**Notes: hardness and softness of alkali atoms from a conducting sphere**

**Problem.** I treat each alkali atom as a conducting sphere whose static dipole polarisability equals the atomic $\alpha$. Approximate inputs, with $W$ the work function of the bulk metal (uncertain by a few tenths of an eV):

| | Li | Na | K | Rb | Cs |
|---|---|---|---|---|---|
| $\alpha$ / $a_0^3$ | 164 | 163 | 290 | 320 | 401 |
| $W$ / eV | 2.9 | 2.7 | 2.3 | 2.2 | 2.1 |

Find $R$, $\eta$, $S$, $I$ and $A$. Units are Gaussian, with $e^2 = 27.21\ \mathrm{eV}\,a_0 = 14.40$ eV Å. Conventions: $\chi=(I+A)/2$, $\eta=I-A$, $S=1/\eta$. Parr and Pearson (1983) define a hardness half as large.

**Why the formula holds.** A sphere carrying $n$ extra electrons has the outside field $ne/r^2$ in magnitude, so its field energy is
$$\int_R^\infty \frac{n^2e^2}{8\pi r^4}\,4\pi r^2\,dr=\frac{n^2e^2}{2R}.$$
I take the term linear in $n$ from the bulk metal:
$$E(n)=E(0)-nW+\frac{n^2e^2}{2R}.$$
Then $I=E(-1)-E(0)=W+e^2/2R$ and $A=E(0)-E(1)=W-e^2/2R$. Hence $\chi=W$ and $\eta=e^2/R=e^2/C$, because the capacitance is $C=R$.

In a uniform field $\mathcal E$ the outside potential of the neutral sphere is $\phi=(-\mathcal E r+p/r^2)\cos\theta$. It must be constant on $r=R$, which gives $p=R^3\mathcal E$ and $\alpha=R^3$. Eliminating $R$,
$$S=\frac{\alpha^{1/3}}{e^2}.$$
No work function enters this.

**Numbers.** Caesium in full: $R=(401\,a_0^3)^{1/3}=7.37\,a_0=3.90$ Å. Then $\eta=14.40\ \text{eV Å}/3.90\ \text{Å}=3.69$ eV and $S=0.271\ \mathrm{eV^{-1}}$. With $W=2.1$ eV, $I=3.9$ eV and $A=0.3$ eV. A sharp metal sphere is a crude picture of one valence electron, so I tabulate energies to 0.1 eV, each rounded separately.

| | Li | Na | K | Rb | Cs |
|---|---|---|---|---|---|
| $R$ / $a_0$ | 5.47 | 5.46 | 6.62 | 6.84 | 7.37 |
| $\eta$ / eV | 5.0 | 5.0 | 4.1 | 4.0 | 3.7 |
| $S$ / eV$^{-1}$ | 0.20 | 0.20 | 0.24 | 0.25 | 0.27 |
| $I$ / eV | 5.4 | 5.2 | 4.4 | 4.2 | 3.9 |
| $A$ / eV | 0.4 | 0.2 | 0.2 | 0.2 | 0.3 |

The cube root compresses the trend. From Li to Cs $\alpha$ grows by a factor 2.4 and $S$ by 1.35. A 1 % change in $\alpha$ moves $S$ by 0.3 %.

**What I neglected.** The linear coefficient may itself carry a $1/R$ term. To size it I use the image energy of an electron at distance $r=R+d$ from the centre of a neutral isolated sphere,
$$U=-\frac{e^2}{2}\left[\frac{R}{r^2-R^2}-\frac{R}{r^2}\right]\to-\frac{e^2}{4d}+\frac{5e^2}{8R}\quad(d\to0).$$
If $e^2/4d$ is absorbed in $W$ with the same cutoff $d$ as for a flat surface, then $A=W-5e^2/8R$. For ionisation the sphere left behind has charge $+e$, which adds the work $e^2/R$, so $I=W+3e^2/8R$. Both $I$ and $A$, and so $\chi$, drop by $e^2/8R$: 0.6 eV for Li and 0.5 eV for Cs. The equal-cutoff assumption is arbitrary, so I read this only as the size of a term that classical electrostatics does not fix. It exceeds every $A$ in my table, and it cancels in $I-A$.

**Result.** The model's hardness falls from 5.0 eV (Li, Na) to 3.7 eV (Cs), and its softness rises from 0.20 to 0.27 eV$^{-1}$. These do not depend on $W$ or on the shift. The model's $A$ is a small difference of larger numbers and I would not use it: alkali electron affinities are typically about 0.5 to 0.6 eV, so the model lies low by roughly a third to more than a half.